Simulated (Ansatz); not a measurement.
## SiH4S (Si(SH)H3): the energy, rung by rung

SiH4S has 6 atoms, charge 0, and is taken as a singlet. As SMILES, `[H][Si]([H])([H])S`. The shape is that of a GFN2-xTB optimisation.

```xyz
6

Si    0.2012   -0.0145   -0.5446
S     0.2537    0.0198    1.6015
H    -1.0568    0.0599    1.7952
H     1.6060   -0.0207   -0.9100
H    -0.5032    1.1806   -0.9902
H    -0.5009   -1.2251   -0.9520
```

Quantity: the energy change with the Si1–H6 bond stretched from 1.458 to 2.186 Å, in eV. The values are calculated.

```
                      level                    kind  program  value (eV)  less FCI/STO-3G  CPU time (all runs)
  SVWN5/STO-3G (restricted)                     LDA   Ansatz        2.75            +0.02                1.7 s
    PBE/STO-3G (restricted)                     GGA   Ansatz        2.64            -0.09                2.6 s
 r2SCAN/STO-3G (restricted)                meta-GGA   Ansatz        2.85            +0.12                5.8 s
r2SCAN0/STO-3G (restricted)         hybrid meta-GGA   Ansatz        3.15            +0.42                6.3 s
wB97M-V/STO-3G (restricted)  range-separated hybrid   Ansatz        3.13            +0.40                 41 s
 B2PLYP/STO-3G (restricted)           double hybrid   Ansatz        3.07            +0.34                3.3 s
RPA@PBE/STO-3G (restricted)                     RPA   Ansatz        2.77            +0.04                3.8 s
  CCSDT/STO-3G (restricted)   coupled cluster or CI   Ansatz        2.73             0.00               0.55 s
 CCSDTQ/STO-3G (restricted)   coupled cluster or CI   Ansatz        2.73             0.00                6.7 s
                 FCI/STO-3G      exact in the basis   Ansatz        2.73             0.00                5.3 s
```

FCI/STO-3G is exact within its basis and frozen core, so for wave-function methods in that basis the difference is their error; functionals converge differently with the basis, so for them it is only a difference. The first shape isn't each level's own minimum. The values span 2.64 to 3.15 eV. All rows use very small basis sets, so even the best lies far from the true value. CPU times are rough (shared hosts, several kinds of processor): they show what a rung costs within a factor of a few.

Stretching the Si–H bond costs more with every hybrid or double hybrid than with any semilocal functional. The cleanest comparison is r2SCAN with r2SCAN0, where admixing exact exchange raises the energy from 2.85 to 3.15 eV. As the bond lengthens, the σ–σ* gap narrows and left-right correlation grows, while a restricted determinant keeps too much ionic character. Semilocal exchange mimics part of this correlation through its localised hole; exact exchange does not, and the correlation left in the hybrids probably compensates only partly. RPA also contains full exact exchange, yet gives 2.77 eV, which suggests that its nonlocal correlation largely restores the balance.

CCSDT already reproduces FCI to the printed precision, so connected quadruples matter little here. This is plausible for the partial breaking of one electron-pair bond, where triples mainly describe its coupling to the remaining valence electrons. That agreement does not establish equal accuracy nearer dissociation, where the restricted reference becomes increasingly unsuitable.
